The row at 2.43 Å looks wrong. Its ground level is a single A1 state, which has no magnetic moment, yet χT at 300 K is 5.12 cm³ K/mol, 1.70 times the 3.01 of a free spin S = 2. Its first excitation, the gap from the ground level to the next, is 76.7 cm⁻¹, the smallest of the series, although the second-order formula for a d⁶ ion in a tetrahedron makes this gap largest where the field is weakest. And Pt(IV) in its known compounds is typically low-spin and diamagnetic. The row is not faulty. It lies on smooth curves with the other five and has the same ground level. What fails is a chain of familiar approximations, and behind them the point-charge CASSCF picture as a description of platinum chemistry.

Pt4+ in a regular tetrahedron of four point charges of −2 e, computed with OpenMolcas 26.06: state-averaged CASSCF (six electrons in 5d), spin-orbit state interaction (atomic mean field), ANO-RCC-VDZP, DKH2, point nucleus. The first excitation is the gap between the two lowest spin-orbit levels; χT is the powder susceptibility times temperature by Van Vleck's formula.

```
distance of the charges (Å)  first excitation (cm⁻¹)  χT at 2 K (cm3 K/mol)  χT at 50 K (cm3 K/mol)  χT at 300 K (cm3 K/mol)
                      1.990                      201                  0.072                    1.81                     4.70
                      2.010                      192                  0.076                    1.90                     4.74
                      2.080                      164                  0.089                    2.21                     4.84
                      2.190                      128                  0.114                    2.77                     4.97
                      2.210                      123                  0.119                    2.87                     4.99
                      2.430                     76.7                  0.191                    3.87                     5.12
```

One order of reasoning puts the field first. A tetrahedron splits the d shell into e below t₂ by an energy Δ, and high-spin d⁶ has ⁵E lowest and ⁵T₂ at Δ. The ⁵E term has no orbital moment, so the coupling λL·S, with λ = −ζ/4 and ζ the one-electron spin-orbit constant, acts only in second order through ⁵T₂. It spreads the ten states into an even ladder A1, T1, E, T2, A2 with

step = 6λ²/Δ

The labels seem to bear this out, because at 2.01 and 2.21 Å the calculation gives the five lowest levels in just this order. The energies do not. Without spin-orbit coupling the same runs put ⁵T₂ at Δ = 3384 cm⁻¹ for 2.01 Å and 2289 cm⁻¹ for 2.21 Å. With ζ = 5704 cm⁻¹, from a fit described below, λ = −1426 cm⁻¹ and the step at 2.01 Å is 6 × 1426²/3384 = 3606 cm⁻¹, some 19 times the 192 cm⁻¹ of the table. No choice of ζ repairs the sign of the trend: Δ falls with distance, so the step must rise, while the first excitation falls from each row to the next. Nor is the ladder even. At 2.01 Å its rungs stand at 192, 228, 700 and 6921 cm⁻¹. The cause is in the numbers. Spin-orbit coupling lowers the ground state by 2.8 Δ at 2.01 Å and by 4.3 Δ at 2.21 Å, and the ground level is only 60 and 56 per cent ⁵E. A series in λ/Δ is useless when the perturbation is the larger energy. The order of the labels is no proof of the formula, because the opposite limit, described next, happens to have the same order.

The order of reasoning has to be reversed. Spin-orbit coupling first makes a level with J = 4, whose nine states the cubic field then splits into A1, T1, E and T2. These are the four rungs up to 700 cm⁻¹, and the empty stretch above them is the spin-orbit interval. For a pure ⁵D₄ level the splitting follows from Δ alone. In the D term the rank-4 cubic operator with coefficient B separates E and T₂ by 120 B, so B = Δ/120. The state with L, S and J all fully aligned is common to both descriptions, and the axial rank-4 operator has the value 12 in it when written for L = 2 and 840 when written for J = 4. The coefficient within J = 4 is therefore B × 12/840 = B/70. The cubic eigenvalues of J = 4, counted from A1 in units of 60 times that coefficient, are 0, 14, 24 and 54, and so

gap = 14 × 60 × Δ/(120 × 70) = Δ/10

The gap now follows Δ downward, as in the table. The size is wrong by nearly a factor of two: at 2.21 Å the formula gives 229 cm⁻¹ against 123, and gap/Δ is 0.057 and 0.054 in the two rows. The pattern is bent as well. T2/T1 is 3.65 and 3.66, not far from the 3.86 of 54/14, but E/T1 is 1.19 and 1.31 where 24/14 is 1.71.

Two things are missing from pure ⁵D₄: the field mixes J = 4 with the other J of ⁵D, and spin-orbit coupling mixes ⁵D with terms of lower spin. A model matrix tells them apart. It spans all 210 states of d⁶ and holds the Slater repulsion integrals F² and F⁴, the constant ζ and Δ. For the rows at 2.01 and 2.21 Å separately, Δ was read from the spin-free terms, F² and F⁴ were fitted by least squares to the thirteen lowest of them (rms misfit 90 and 57 cm⁻¹), and ζ, 5704 and 5747 cm⁻¹, was set to reproduce the spin-orbit lowering. No gap and no χT entered. Cut down to its 25 quintet states, with the same ζ, the matrix keeps the J mixing within ⁵D and drops the rest. It gives gaps of 255 and 190 cm⁻¹, too high by 33 and 55 per cent of the tabulated values, and it moves E/T1 the wrong way, to 475/255 = 1.86. The whole matrix gives 185 and 121 cm⁻¹, low by 4 and 1 per cent, and it returns the quintet weights of the ground level, 0.827 and 0.823, to all three figures. The matrix spans the same space as the CASSCF wave function, so this agreement says nothing about accuracy against nature. It does locate the failure: the multiplicity 5 that labels the ground level is its leading part only, and the remaining sixth cuts the gap of the quintet-only matrix from 255 to 185 cm⁻¹ at 2.01 Å and from 190 to 121 cm⁻¹ at 2.21 Å.

Theory explains why so small an admixture does so much. In the aligned ⁵D₄ state five parallel electrons form a sphere, and the field sees only the sixth, with mₗ = 2. Call its rank-4 moment 1. In the opposite, jj limit the d₃/₂ subshell is full and two electrons sit in d₅/₂, whose states |mⱼ| = 5/2, 3/2, 1/2 have moments 1, −3 and 2 on the same scale. The aligned J = 4 state takes mⱼ = 5/2 and 3/2, with sum −2. The field splitting is thus twice as large and inverted, and the matrix agrees: the spread of the nine states goes from 0.386 Δ with a singlet lowest to 0.768 Δ with a threefold level lowest. Pt⁴⁺ lies on the way between them, and with the fitted constants averaged over the two rows the weak-field ratio gap/Δ is 0.046. The field does not act on spin, so quintet and non-quintet parts contribute separately. A quintet weight near 0.82 would alone give 0.082, which means that the admixed terms must pull with the opposite sign. Why E lies low is only partly settled. It is mixed with J = 2, whose nearest E level lies near 7400 to 7500 cm⁻¹ and pushes it down. The runs at 2.01 and 2.21 Å show this in the effective J of the low E level, which is smaller than that of its three neighbours, since below J = 4 only J = 2 has an E level to offer. The quintet-only matrix contains the same push and at 2.01 Å puts E at 475 cm⁻¹ above A1, under the 580 of pure ⁵D₄, but it lowers T1 as well, from 338 to 255, so that its ratio rises. The drift of E/T1 toward 1.71 as the field weakens fits such a second-order effect, but its share was not separated from the shifts of A1 and T1, and E is the level where the model's relative error is largest, 205 against 228 cm⁻¹ at 2.01 Å.

The susceptibility columns break two more habits. The first is to read a finite χT at 2 K as a residual moment. A magnetic field mixes into an A1 singlet only T1 states, and within one J level, as long as only the singlet is populated, Van Vleck's formula gives a susceptibility that does not depend on temperature,

χ = 2 N μB² g² J(J+1)/(3 × gap)

with N Avogadro's number, μB the Bohr magneton and g the Landé factor. For ⁵D₄, g = 3/2 and g²J(J+1)/3 = 15. With NμB²/k = 0.375 cm³ K/mol and k = 0.695 cm⁻¹/K the product χ × gap is 2 × 0.375 × 0.695 × 15 = 7.82. At 2.43 Å this means χ = 7.82/76.7 = 0.102 cm³/mol and χT = 0.204 at 2 K, with nothing fitted. The table has 0.191, so the estimate is 7 per cent above it. In all six rows χ × gap lies between 7.24 and 7.32, a spread no larger than the rounding of the entries allows. The 2 K column is therefore the gap column inverted, and the constancy indicates that the first excited level is the same T1 throughout. The product corresponds to an effective g of 1.44 to 1.45. The shortfall from 3/2 is what admixed triplets with smaller g would cause, and the full matrix, which contains them, reproduces it.

The test for such paramagnetism is the ratio of χT at 50 K to χT at 2 K, which is 25 if χ is constant. It is 25.0 at 2.01 Å, 24.1 at 2.21 Å and 20.3 at 2.43 Å. The last row departs because its gap is only 2.2 kT at 50 K, so that the T1 level holds 3 × exp(−2.21) = 0.33 of the ground population and χT has begun to bend toward its plateau.

The second habit is the spin-only value. By 300 K every gap is below kT, and χT heads for the Curie value of a J = 4 level with its orbital moment intact, 5.63 for g = 3/2 or 5.63 × (1.45/1.5)² = 5.26 for the reduced g. At 2.43 Å the 5.12 is close to the latter. At 2.01 Å the T2 level at 700 cm⁻¹ is still more than 3 kT up, and χT is 4.74. This column is a poor judge of models. The quintet-only matrix, 55 per cent off in the gap at 2.21 Å, gives 5.11 against 4.99 at 300 K, while at 50 K it gives 2.06 against 2.87. With averaged constants and Δ adjusted in each row to the gap, the full matrix matches all eighteen χT values within 0.6 per cent of the table.

The next failure hides behind a good fit. Four charges of size q at distance R, acting on d electrons that lie wholly inside R, give in atomic units four ninths of the octahedral value (5/3) q⟨r⁴⟩/R⁵,

Δ = (20/27) q ⟨r⁴⟩/R⁵

with ⟨r⁴⟩ the fourth radial moment of the 5d shell. A straight line through the logarithms of all six gaps and distances has slope −4.82 and misses no row by more than 0.8 per cent, which looks like a near confirmation. With the slope fixed at −5 the errors run in order from +2.0 to −1.6 per cent, well beyond the rounding of 0.4 per cent or less. The local slope is −4.6 ± 0.2 between 2.01 and 2.08 Å and −4.98 ± 0.05 between 2.21 and 2.43 Å; over the two steps of 0.02 Å rounding swamps it. But the law is about Δ, not the gap. Between 2.01 and 2.21 Å the exponent of Δ is −4.12 and that of the gap −4.69, and the difference of 0.57 is the fall of gap/Δ from 0.0567 to 0.0537. Two departures partly cancel. Solved for ⟨r⁴⟩, the formula asks for 8.23 bohr⁴ at 2.01 Å and 8.94 at 2.21 Å, whereas the mean square radius of the 5d shell in these runs, about 2.4 bohr², shrinks by 1 per cent over the same step. A change of overall orbital size is therefore not the cause. Two standard effects can act in the right direction. For density beyond the charges r⁴/R⁵ turns into the smaller R⁴/r⁵, and a moment weighted by r⁴ feels the tail strongly. A tetrahedron also has no inversion centre, so its odd field component mixes empty p and f orbitals into t₂ and lowers it, more so at short distance, though mixing with the filled p and f shells works against this. The numbers do not divide the effect between them, and a double-zeta basis limits how well either is described. The Δ fitted row by row steepens from about −4.4 to −4.6 along the series, as both would have it, but it is 4 per cent too high at 2.01 Å and 1 per cent at 2.21 Å, so only the direction counts. A guess for this bias is that e and t₂ orbitals differ radially, which a model with spherical F², F⁴ and ζ cannot follow.

The method's own failure shows in a single ratio, once it is set against what real ligands do. The lowest spin-free triplet lies at 5.3 Δ for 2.01 Å and at 8.1 Δ for 2.21 Å, although each charge is already −2 e. In the model matrix without spin-orbit coupling the quintet stays lowest until Δ is near 24000 cm⁻¹, roughly seven times its value at 2.01 Å, a long extrapolation at fixed repulsion. Missing states are not to blame, since all 5 quintet, 45 triplet and 50 singlet roots enter in those two rows. Real ligands split d orbitals mainly by overlap, which makes the upper set antibonding, and point charges have no orbitals to overlap with. Covalency would also dilute the repulsion, ζ and the orbital moment. With only the five 5d orbitals active there is no dynamic correlation, which leaves the repulsion too large and favours high spin. All of this biases the calculation toward a nearly free ion. Known Pt(IV) is moreover mostly octahedral, where even point charges give 9/4 of the tetrahedral Δ at the same charge and distance, and a strong field pairs all six d electrons. In a tetrahedron a strong field would still leave e⁴t₂² with two unpaired electrons, so the contrast with its diamagnetism owes something to geometry as well as to method.

For a neighbouring ion the deciding quantities are λ/Δ and ζ relative to the repulsion. A 3d⁶ ion in a tetrahedron, with |λ| near 100 cm⁻¹ and Δ near 3000 cm⁻¹ as rough recalled sizes, has the even ⁵E ladder with steps of some 20 cm⁻¹ that widen as the ligands recede, and a moment much nearer to spin-only. Within the ⁵D term alone the gap vanishes both at zero field and at very strong field, so it passes through a maximum, and all six rows here, whose gap grows with the field, lie on the weak-field side. An ion with a larger ζ relative to its repulsion would, by the moment argument, be expected to show in a weak field a smaller gap/Δ than Pt⁴⁺ and in the end a threefold T2 ground level that carries a moment at 2 K.
